**L2 binding energy along the 44-electron sequence**

Neutral ruthenium looks wrong: it binds its 2p$_{1/2}$ electron (the L2 level) about 5 eV more strongly than the ions after it suggest. The sizes to keep in mind are these. The binding energy is 3 to 5 keV and gains 188 to 253 eV per proton, and from the third step on each exceeds the one before by about 9 eV. Relaxation takes off about 35 eV, the Breit interaction 6 to 12 eV, and QED adds about 0.3 eV.

Radial Dirac-Fock and Kohn-Sham solver 2: Dirac-Fock ΔSCF, average of configuration, with a finite nucleus, for the free 44-electron atom and ions from Ru to Te$^{8+}$. Binding energies are counted from the vacuum level and include the first-order, frequency-dependent Breit interaction and QED (self-energy and vacuum polarisation), but no correlation.

| species | Z | charge (e) | configuration | binding energy (L2) (eV) | ΔSCF less Koopmans (L2) (eV) | Breit part (L2) (eV) | QED part (L2) (eV) | <r> (L2) (bohr) |
| --- | --- | --- | --- | --- | --- | --- | --- | --- |
| Ru | 44 | 0 | [Kr] 4d7 5s1 | 2976.6 | -36.459 | -6.2142 | 0.23208 | 0.1237 |
| Rh+ | 45 | 1 | [Kr] 4d8 | 3164.7 | -36.255 | -6.7536 | 0.24189 | 0.1204 |
| Pd2+ | 46 | 2 | [Kr] 4d8 | 3366.2 | -35.627 | -7.3223 | 0.25586 | 0.1172 |
| Ag3+ | 47 | 3 | [Kr] 4d8 | 3576.5 | -35.187 | -7.9262 | 0.26973 | 0.1142 |
| Cd4+ | 48 | 4 | [Kr] 4d8 | 3795.5 | -34.855 | -8.5664 | 0.28343 | 0.1113 |
| In5+ | 49 | 5 | [Kr] 4d8 | 4023.0 | -34.593 | -9.2439 | 0.29690 | 0.1086 |
| Sn6+ | 50 | 6 | [Kr] 4d8 | 4259.0 | -34.381 | -9.9602 | 0.31003 | 0.1059 |
| Sb7+ | 51 | 7 | [Kr] 4d8 | 4503.6 | -34.206 | -10.716 | 0.32274 | 0.1034 |
| Te8+ | 52 | 8 | [Kr] 4d8 | 4756.9 | -34.061 | -11.514 | 0.33489 | 0.1009 |

$Z$ is the nuclear charge, and the ionic charge is $Z-44$. The binding energy is the Dirac-Fock energy difference between the system with and without the hole (ΔSCF), Breit and QED included. "ΔSCF less Koopmans" is the relaxation, the energy regained when the other orbitals adjust to the hole. Binding energy less relaxation, Breit part and QED part gives the Koopmans value, the frozen-orbital energy, and $\langle r\rangle$ is the mean radius of the orbital. From Ru to Te$^{8+}$ the binding energy rises by 1780 eV and the Koopmans value by 1783 eV, so the trend sits in the orbital energy.

**The smooth part.** At a fixed number of electrons each shell shrinks roughly as $1/(Z-s_i)$, with a screening $s_i$ of its own. The energy of an $n=2$ electron in the bare nuclear field grows as $Z^2/8$ hartree, while its repulsion by the other 43 electrons goes as an inverse distance and so grows roughly linearly in $Z$. That repulsion is large: from Rh$^+$ to Te$^{8+}$ the bare Dirac level would deepen by 2512 eV, the Koopmans value gains 1595 eV, and the repulsion absorbs the rest. A term linear in $Z$ has no curvature, however, so this argument fixes the growth of the steps from the one-electron formula alone.

With $x=Z^*\alpha$, where $Z^*=Z-\sigma$ is a screened charge and $\alpha=1/137.04$, the Dirac binding energy of 2p$_{1/2}$ and its curvature are

$$D=mc^2\left(\frac{x^2}{8}+\frac{5x^4}{128}+\frac{21x^6}{1024}+\dots\right),\qquad \frac{d^2D}{dZ^2}=\alpha^2mc^2\left(\frac14+\frac{15x^2}{32}+\frac{315x^4}{512}+\dots\right),$$

with $\alpha^2mc^2=27.2$ eV. The relativistic terms arise near the nucleus, so $\sigma$ is taken from the spin-orbit splitting of the L2 and L3 (2p$_{3/2}$) Koopmans values in the same runs, which gives 3.32 as the mean of five 4d$^8$ ions. For Sn$^{6+}$, $Z^*=46.68$, $x=0.3406$, $x^2=0.1160$ and $x^4=0.01346$. The terms are $6.80+1.48+0.23=8.51$ eV, and the unexpanded formula gives 8.54 eV. The Koopmans values give 8.68 eV at this row, with ±0.2 eV from rounding. Sn$^{6+}$ is one of the five ions that set $\sigma$, but nothing was fitted to the curvature.

If the repulsion is linear in $Z$, the numbers require relativity, since the non-relativistic 6.80 eV lies below every second difference in the series. These second differences alone do not settle the screening: the unscreened Dirac formula has a mean curvature of 8.71 eV over the 4d$^8$ ions, closer to the computed 8.75 eV than the screened 8.42 eV. The computed mean is pulled up by the low charges, where 0.8 eV (Pd$^{2+}$) and 0.55 eV (Ag$^{3+}$) remain over the screened value; centred on In$^{5+}$ to Sb$^{7+}$ the remainder is 0.13 eV, inside the rounding of single steps. The doublet does settle the screening, since it needs $\sigma$ of 3.31 to 3.34 in every ion, not zero. Over the two-proton steps Cd$^{4+}$, Sn$^{6+}$, Te$^{8+}$, where rounding is only ±0.05 eV, L2 and L3 both keep about 0.1 eV over the screened formula, although the relativistic part of L3 is about a fifth as large. The remainder is therefore not relativistic, and the bare formula matches the mean by a cancellation. My guess is that the loosely held 4d shell contracts faster in the first few ions than the law $1/(Z-s_i)$ gives, which makes the repulsion slightly concave in $Z$.

The model $D(Z-3.32)-(aZ+b)$, fitted to the Koopmans values of the eight 4d$^8$ ions, misses them by 0.7 eV rms and by 1.3 eV at Rh$^+$. That is well above the 0.05 eV rounding and has the bowed pattern of the missing curvature. The constants $a$ and $b$ trade against $\sigma$ and carry no meaning of their own. A single screening constant in $D(Z-s)$, fitted to the same rows, misses by 26 eV rms. The analysis output below gives the residuals row by row.

The single constant fails because the screening read from the energy drifts, from 14.5 at Rh$^+$ to 14.9 at Te$^{8+}$. The other properties ask for much less: 3.3 from the doublet and 5.0 to 5.1 from $\langle r\rangle$. Charge outside the 2p orbital exerts almost no force on it but raises the potential inside by a nearly constant amount, as a charged shell does. It therefore lowers the binding energy and leaves radius and splitting nearly alone.

**Ruthenium.** The same electrostatics accounts for the odd row. Ru is 4d$^7$5s$^1$ and the ions are 4d$^8$, so Ru was left out of all fits. An outer electron at radius $R$ lifts every core level by about $1/R$ hartree. A 5s electron lies further out than a 4d electron and lifts them less, so the core of Ru is bound more strongly than a 4d$^8$ atom's would be. This gives the sign and the near-uniformity, but the size only roughly. With frozen orbitals the shift would be the difference in mean $1/R$ between the two orbitals, and the seven remaining 4d electrons should reduce it, since they contract and restore part of the potential. In Ru the mean radius is 1.665 bohr for 4d and 3.697 bohr for 5s. Using $1/\langle r\rangle$ in place of the mean $1/R$, which is too low for both orbitals, puts the frozen-orbital shift at about 9 eV. The excess actually found is about half of that, which fits such a reduction, though the reduction itself was not calculated. A parabola through Rh$^+$, Pd$^{2+}$ and Ag$^{3+}$ passes 4.6 ± 0.4 eV below Ru, of which 4.0 eV is in the Koopmans value and 0.6 eV in the relaxation. The fitted model puts the Koopmans excess at 7.5 eV, inflated by the curvature it lacks at low charge, so the size depends on the extrapolation and 4 to 5 eV is as much as can be said. The series holds no 4d$^8$ Ru, and the parabola too lacks the curvature that grows towards low charge, so it probably overstates the configuration shift a little.

Other levels of the same runs test the picture. Extrapolated from Pd$^{2+}$, Ag$^{3+}$ and Cd$^{4+}$, the K, L and M levels of Ru from 1s to 3p$_{3/2}$ all lie 4.1 to 5.5 eV high, although their binding energies span 0.5 to 22 keV. The screening read from $\langle r\rangle$ is 5.03 for Ru, in line with the ions. A near-uniform shift with an unchanged orbital is what the numbers show; that the 5s electron causes it is the argument above. Since the shift is an outer-shell quantity, it is also the feature most exposed to the missing correlation and to the averaging over the open 4d shell (over both $j$, in every row), which yields no ground term and no multiplets of the hole state.

**The small parts.** Relaxation is a second-order energy: squared repulsion integrals ($\propto Z^2$) over excitation energies ($\propto Z^2$), so it should level off along an isoelectronic sequence. Its size falls in every step, from 36.5 to 34.1 eV, with shrinking steps after Rh$^+$. A constant plus $b/(Z-s)$ follows the 4d$^8$ ions within 0.006 eV, but with three parameters on eight rows neither its limit near 32 eV nor its pole is robust. Ru relaxes 0.7 eV less than that curve, perhaps because a contracting 5s electron returns less energy than an eighth 4d electron.

The Breit part, the magnetic and retardation correction to the electron repulsion, scales as $\alpha^2/\text{length}^3$ and lowers the binding. Its product with $\langle r\rangle^3$ stays within 0.7 % of its mean over all nine rows, with a slight upward drift beyond rounding. The QED part grows only as $Z^{2.25}$ and is positive, whereas the self-energy lowers the 2s binding of Pd$^{2+}$ by 3.3 eV. The likely reason is that the 2p hole tightens the s shells and raises their QED shifts. In Pd$^{2+}$ the L2 self-energy part is +0.27 eV and the remainder, the vacuum polarisation, is -0.015 eV; both signs are the reverse of those for K and L1, as a gain of s density at the nucleus requires.

**Neighbouring series.** The L3 level lacks most of the relativistic term and rises 142 eV less from Ru to Te$^{8+}$. For 1s the non-relativistic curvature is four times larger, as $1/n^2$, while a change of outer configuration still costs the same few eV. Along the neutral atoms each proton arrives with an outer electron whose potential cancels part of the gain, so the steps should be smaller, with kinks where the configuration jumps. Here $Z$ and charge move together, so the slope cannot be read as a shift per oxidation state. The known 1 to 2 eV deficit from correlation refers to outer levels and sets no error for L2, and these vacuum-referenced free-ion values are not those of photoemission from solids.

The analysis program printed:

```
Koopmans rebuilt (eV): 3019.0 3207.5 3408.9 3619.3 3838.6 4066.5 4303.0 4548.2 4802.1
max |rebuilt - output| 0.07 eV (rounding 0.05 each)
Ru->Te rise eV: binding 1780.3 Koopmans 1783.1 relax +2.40 Breit -5.30 QED +0.10; ratio 1.598
steps binding eV: 188.1 201.5 210.3 219.0 227.5 236.0 244.6 253.3
2nd diff binding eV (floor +-0.2): 13.4 8.8 8.7 8.5 8.5 8.6 8.7
L2-L3 binding eV (Ru Pd Ag Cd Sn Te): 129.0 157.1 172.8 189.8 227.5 271.0 ; growth 142.0
sigma from Koopmans doublet: 3.28 3.31 3.32 3.32 3.33 3.34 ; mean 4d8 3.32
2nd diff Koopmans eV, centred Rh..Sb: 13.00 9.02 8.84 8.61 8.59 8.68 8.77
2nd diff Dirac(Z-sigma) eV: 8.14 8.22 8.30 8.38 8.46 8.54 8.63
leftover curvature eV (floor +-0.2): 4.86 0.81 0.55 0.23 0.13 0.13 0.14
mean over 4d8: data 8.75, nonrel 6.80, screened Dirac 8.42, bare Dirac 8.71 eV
Rh->Te rise eV: bare Dirac 2512, Koopmans 1595; gap bare-Koopmans 3927 -> 4844
A: Dirac(Z-3.32)-(aZ+b), a=102.5 eV, b=-1730 eV; B: Dirac(Z-s), s=14.74
ion  K-A(eV)  K-B(eV)  sigma_E  sigma_r(+-0.02)  Breit*r^3(1e-3 eV bohr^3)
Ru       7.54     64.7   14.43    5.03    11.76
Rh+      1.29     44.5   14.53    5.04    11.79
Pd2+    -0.11     29.8   14.61    5.03    11.79
Ag3+    -0.70     16.6   14.67    5.05    11.80
Cd4+    -0.74      4.7   14.72    5.04    11.81
In5+    -0.55     -6.2   14.77    5.07    11.84
Sn6+    -0.23    -16.2   14.81    5.05    11.83
Sb7+     0.23    -25.2   14.84    5.07    11.85
Te8+     0.82    -33.2   14.87    5.05    11.83
A 4d8 rms 0.69 eV, worst Rh+ 1.29 eV (floor 0.05)
B 4d8 rms 25.51 eV, worst Rh+ 44.48 eV (floor 0.05)
Ru minus quadratic through Rh,Pd,Ag eV (floor +-0.4): binding 4.6 = K 4.0 + relax 0.61 + Breit 0.006 + QED 0.004
Ru minus quadratic through Pd,Ag,Cd eV: K 4.1 L1 5.1 L2 4.9 L3 5.5 M1 5.4 M2 5.4 M3 5.4
 (floor +-0.9 for K,L; 0.01 for M); same quadratic on Rh+ L2 misses by 0.1 eV
relax steps eV: 0.204 0.628 0.440 0.332 0.262 0.212 0.175 0.145
relax/binding %: Ru 1.22 Te 0.72
relax fit a+b/(Z-s): a=-32.46 eV b=-19.4 eV s=39.9
relax residuals eV (Ru predicted; floor 0.0005): 0.714 -0.003 0.006 0.001 -0.003 -0.003 -0.001 0.001 0.002
exponents in Z (4d8): Breit 3.69, QED 2.25, <r> -1.22; Breit vs 1/<r>: 3.03
Breit*r^3 full spread 0.71 % (floor +-0.13 %); <r> falls 18.4 %
QED steps eV: 0.0098 0.0140 0.0139 0.0137 0.0135 0.0131 0.0127 0.0121
```
